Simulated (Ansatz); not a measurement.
**CH2BN (SMILES BC#N): the energy, rung by rung**

CH2BN: 5 atoms, total charge 0, spin state singlet. As SMILES, `BC#N`. The shape is that of a PBE0-D4/def2-TZVP optimisation. The run starts from this shape.

```xyz
5

B    -0.2192    0.4413   -0.3419
C     0.3527   -0.6967    0.4907
N     0.7865   -1.5596    1.1222
H    -0.7443    0.1874   -1.3776
H    -0.1259    1.5540    0.0653
```

Quantity: the adiabatic ionisation energy (to the doublet cation, no zero-point term), in eV. The values are calculated.

| level | kind | program | value (eV) | CPU time (all runs) |
| --- | --- | --- | --- | --- |
| HF/STO-3G | Hartree–Fock | Ansatz | 9.46 | 3.8 s |
| HF/3-21G | Hartree–Fock | Ansatz | 11.42 | 4.7 s |
| HF/6-31G* (Cartesian functions) | Hartree–Fock | Ansatz | 11.11 | 13 s |
| PBE/def2-SVP | GGA | Ansatz | 11.74 | 12 s |
| B3LYP/6-31G* (Cartesian functions) | global hybrid | Ansatz | 12.01 | 17 s |
| MP2/6-31G* (Cartesian functions) | perturbation theory | Ansatz | 12.85 | 11 s |

The values span 9.46 to 12.85 eV. Spin contamination of the reference (⟨S²⟩ at least 0.1 too high) touches HF/STO-3G, HF/3-21G. CPU times are rough (shared hosts, several kinds of processor): they show what a rung costs within a factor of a few.

At a common basis, 6-31G*, the ionisation energy rises from 11.11 eV in Hartree–Fock to 12.01 eV in B3LYP and 12.85 eV in MP2. The direction is the expected one: removing an electron from the closed-shell neutral breaks up a pair, so the neutral has more correlation energy to lose than the cation, and a mean-field treatment makes ionisation too easy. The further rise to MP2 probably reflects an uneven second-order description of the C≡N π electrons in the two charge states.

Boron's formally empty p orbital accepts density from the out-of-plane π system and stabilises it, whereas the in-plane π orbital can mix with the B–H bonds. This suggests a hole shared between the cyano group and the BH2 unit, though a nitrogen lone-pair hole remains a plausible competitor. The spread between B3LYP and MP2 is too wide to settle the ionisation energy closely, and the energies alone do not establish that every level describes the same cation state.
